The Jackson α factor: an exactly soluble layer model applied to Si(111) and Si(100) in the melt

1. Bond counting at the melting point

Every site of a crystal lattice of coordination ν is either solid (nᵢ = 1) or liquid (nᵢ = 0). Neighbouring sites carry bond energies φss, φll or φsl, so the latent heat per atom is L = (ν/2)(φll − φss). Assign half of each like bond to each of its ends. The energy of a configuration is then a bulk term for each site plus an excess φ = φsl − (φss + φll)/2 for each solid–liquid bond. Jackson's model (1958) sets φsl = φll, which gives

φ = L/ν,  ε ≡ φ/kTm = (L/kTm)/ν.   (1)

This is an assumption about the interface and does not follow from bulk thermodynamics. At T = Tm the bulk terms drop out, because turning a liquid site solid gains L and loses the entropy of melting L/Tm. Only φ times the number of solid–liquid bonds remains.

One layer of N sites lies between complete crystal and pure melt. Each site has η₁ neighbours in the layer, η₀ below and η₀ above, so η₁ + 2η₀ = ν. A solid site has η₀ unlike bonds upward and a liquid site has η₀ unlike bonds downward, so the out-of-layer energy is constant. If a fraction x of the sites is filled at random (the Bragg–Williams approximation), the layer holds Nη₁x(1 − x) unlike bonds, and with the ideal mixing entropy

f(x) = F/NkTm = αx(1 − x) + x ln x + (1 − x) ln(1 − x),  α = η₁ε = (L/kTm)(η₁/ν).   (2)

With m = 1 − 2x the condition f′(x) = 0 reads

artanh m = αm/2.   (3)

The ratio (artanh m)/m rises monotonically from 1, so m = 0 is the only root for α ≤ 2 and a pair ±m* appears for α > 2. The curvature f″(1/2) = 4 − 2α changes sign at the same point. For α < 2 the single minimum is the half-filled layer, called rough. For α > 2 the minima are a sparsely filled layer at x* = (1 − m*)/2 and its mirror image at 1 − x*, called smooth or faceted.

2. The faces of silicon

The input is L/kTm = 3.6, and ν = 4, so ε = 0.9. With the approximate melting point 1687 K this means L = 50 kJ/mol and φ = 2.1 × 10⁻²⁰ J. Below, 3.6 is treated as exact so that the arithmetic can be followed, and all results are the model's.

The four bonds of an atom point along (1,1,1), (1,−1,−1), (−1,1,−1) and (−1,−1,1), with reversed signs on the other sublattice. Their dot products with (1,1,1) are 3, −1, −1, −1. The natural layer is therefore the puckered double plane held by the three oblique bonds, a honeycomb net with η₁ = 3. Its lower atoms bond once downward and its upper atoms once upward, so η₀ = 1/2 holds only as an average (Section 6). The dot products with (0,0,1) are 1, −1, −1, 1. A (100) atomic plane has two bonds up, two down and none within it, so η₁ = 0. Two adjacent (100) planes counted as one layer give η₁ = 2, linked into separate zigzag chains. The dot products with (1,−1,0) are 0, 2, −2, 0, so a {110} plane also has η₁ = 2 in chains. Hence

(111): α = 2.7, f″(1/2) = −1.4
(100), single plane: α = 0, f″(1/2) = 4
(100) double plane, and (110): α = 1.8, f″(1/2) = 0.4

Equation (2) calls (111) faceted and calls (100) rough on either count.

3. The smallest exact model

Random filling is exact if the energy does not depend on how the atoms are arranged. Take N sites and couple each to all N − 1 others, with an unlike pair costing η₁φ/(N − 1), so that the total coupling per site stays η₁φ. Any configuration with n solid sites has exactly n(N − n) unlike pairs, and the probability of n is proportional to

w(n) = C(N, n) exp[−αn(N − n)/(N − 1)],   (4)

where C is the binomial coefficient.

For N = 4 each site has three neighbours joined by bonds of the full strength φ, as in the (111) layer when α = 3ε. The sixteen configurations give

Z = 2 + 8e^(−α) + 6e^(−4α/3).   (5)

At α = 0, the single (100) plane, the weights for n = 0 to 4 are 1, 4, 6, 4, 1, with one peak at half filling. At α = 2.7 they are 1, 0.269, 0.164, 0.269, 1, with Z = 2.702 and probabilities 0.370, 0.100, 0.061, 0.100, 0.370. The cluster is mostly empty or full and seldom half filled. The centre becomes a dip when w(2) < w(1), that is for α > 3 ln(3/2) = 1.216. Four sites thus show both shapes and the competition behind them, a binomial factor against a bond factor, but with a threshold below 2. At α = 1.8 the weights are 1, 0.661, 0.544, 0.661, 1, still two-peaked, contrary to the verdict of (2).

The size dependence is also closed. Put u = N − 2n − 1, so that N − n = (N + 1 + u)/2 and n + 1 = (N + 1 − u)/2. Then

ln[w(n+1)/w(n)] = ln[(N − n)/(n + 1)] − αu/(N − 1) = 2 artanh[u/(N + 1)] − αu/(N − 1).   (6)

With m = u/(N + 1), the right side vanishes where artanh m = α′m/2, with α′ = α(N + 1)/(N − 1). This is equation (3) with a rescaled α, exact for every N. Three results follow.

First, the right side of (6) divided by u increases with u > 0, so it changes sign at most once in the lower half of the distribution. There are two separated peaks exactly when it is negative at the innermost step, which is u = 1 for even N and u = 2 for odd N (where u = 0 joins two equal central weights). The thresholds are

αc(N) = (N − 1) ln(1 + 2/N) for even N,  αc(N) = (N − 1) artanh[2/(N + 1)] for odd N,   (7)

and both behave as 2 − 4/N at large N. They are 1.791 for N = 18 and 1.806 for N = 19, so nineteen sites is the smallest cluster that gives α = 1.8 a single peak.

Second, w rises as long as n + 1 < (N + 1)x*(α′), so the lower peak lies at the integer part of (N + 1)x*(α′), where x*(α′) is the Jackson minimum evaluated at α′.

Third, w(1)/w(0) = Ne^(−α) for every N. An isolated atom on an empty layer has η₁ unlike bonds and the Boltzmann factor e^(−α) per site. This is the origin of the estimate x* ≈ e^(−α).

4. Approach to the general statement

Stirling's formula turns −(1/N) ln w(xN) into f(x) as N → ∞, so (2) is the exact free energy of the model in that limit. Define the depth of the central dip as Δ = (1/N) ln[w(peak)/w(N/2)]. For α = 2.7:

N = 4: αc = 1.216, peak at n = 0, Δ = 0.452
N = 20: αc = 1.811, peak at n = 1, Δ = 0.119
N = 100: αc = 1.960, peak at n = 9, Δ = 0.073
N = 1000: αc = 1.996, peak at n = 106, Δ = 0.065
N → ∞: αc = 2, peak at x* = 0.107, Δ = 0.064

The last line comes from (3), whose root at α = 2.7 is m* = 0.786, with f(x*) = −0.082 and f(1/2) = α/4 − ln 2 = −0.018. The dip becomes a forbidden region only because NΔ grows without bound. A two-peaked distribution in a small cluster is no phase transition.

5. Position of the minima

Equation (3) is equivalent to x = (1 − x) exp(−α + 2αx). For small x, iteration gives x* = e^(−α)[1 + (2α − 1)e^(−α) + …]. Atoms already present lower the cost of adding another, so x* exceeds e^(−α). At α = 5, e^(−α) = 0.00674 and the root is 0.00719. At α = 2.7, e^(−α) = 0.067 lies 37 per cent below the root 0.107, and the first correction reaches only 0.087. Keeping ln(1 − x) ≈ −x in the exponent gives a closed form with the principal branch W of the Lambert function,

x* ≈ −W[−(2α − 1)e^(−α)]/(2α − 1),   (8)

which is 0.108 at α = 2.7. Near the threshold, f = α/4 − ln 2 + (2 − α)m²/4 + m⁴/12 + …, so m*² ≈ 3(α − 2)/2 and the minima leave x = 1/2 continuously. At α = 2.7 this expression gives 1.05, more than the largest possible value 1. The (111) face lies outside both simple limits and needs (3) or (8). The slope dx*/dα is −0.155 there, so a rounding range of ±0.05 in L/kTm moves x* by ∓0.006.

6. The two sublattices of a double layer

In a double layer, lower sites A have q bonds to the crystal and upper sites B have q bonds to the melt, with η₁ + q = 4. An empty A site or a filled B site costs qφ, a term that (2) averages away. Let mA = 2xA − 1 and mB = 2xB − 1, where xA and xB are the fillings. With random filling of each sublattice, the free energy per A–B pair is

g = η₁ε(1 − mA mB)/2 + qε(1 − mA)/2 + qε(1 + mB)/2 + σ(mA) + σ(mB),   (9)

where σ = x ln x + (1 − x) ln(1 − x) and dσ/dm = artanh m. The half-filled state has mA = −mB = s, with artanh s = (ε/2)(q − η₁s). The Hessian of g has diagonal elements 1/(1 − s²) and off-diagonal elements −η₁ε/2, so this state is unstable when

α(1 − s²) > 2.   (10)

For (111), η₁ = 3 and q = 1 give s = 0.190, fillings 0.595 and 0.405, and α(1 − s²) = 2.60. Solving (10) as an equality together with the equation for s moves the threshold from 2 to 2.06, a small change. For the (100) double plane, η₁ = q = 2 give s = 0.455 and α(1 − s²) = 1.43, against the nominal 1.8. The neglected term pushes both faces toward roughness and leaves both verdicts standing.

7. Correlations within the layer

The larger omission is short-range order. Atoms on a real net cluster and lower their energy at a given x, which the all-to-all model cannot represent. Without the sublattice term the layer is an Ising model with coupling K = ε/2, since an unlike bond costs 2K.

For a chain, as in the (110) plane, the transfer matrix has elements 1 (like neighbours) and e^(−ε) (unlike) and eigenvalues 1 ± e^(−ε). Correlations fall by their ratio tanh K per bond, which is 0.422 at ε = 0.9, a correlation length −1/ln(tanh K) of 1.16 bonds. The length is finite for every ε, so a layer of independent chains never orders, although (2) predicts order for α > 2.

On a branching net without loops, the number of sites grows by η₁ − 1 per step, and order sets in when (η₁ − 1) tanh K = 1. For η₁ = 3 this is ε = ln 3, or α = 3.30. At ε = 0.9 the product is 0.844.

For the honeycomb net the threshold is exact. Summing over the spins of one sublattice gives a triangular net with coupling K′, where exp(4K′) = cosh 3K/cosh K = 2 cosh 2K − 1. Kramers–Wannier duality maps that triangular net onto a honeycomb net with coupling K̃, where exp(−2K̃) = tanh K′, and exchanges high and low temperature. A single transition must sit at K̃ = K, which is solved by cosh 2K = 2. Thus εc = ln(2 + √3) = 1.317 and αc = 3.95.

The value 2.7 lies 35 per cent above the Bragg–Williams threshold and 32 per cent below the exact honeycomb one. The correction to the threshold is larger than the margin by which (111) passes it. As typical knowledge, silicon growing from its melt, as in Czochralski pulling, shows flat {111} facets while (100) fronts stay rough. Equation (2) reproduces this pattern. The same single-layer model solved exactly would leave (111) disordered and would need φ about 46 per cent larger than L/ν to order it. The success of the number 2 therefore rests on compensation between the random-filling approximation and other simplifications, among them φsl = φll and the restriction to one layer. A real interface can wander over many layers, and its roughening is defined by the vanishing of the step free energy.

The ranking of the faces survives every refinement made above, because it follows from the connectivity of nearest-neighbour bonds. The (111) layer is a two-dimensional net that orders above a finite bond strength, the (110) layer consists of chains that cannot order, and the atoms of a (100) plane have no lateral bonds at all.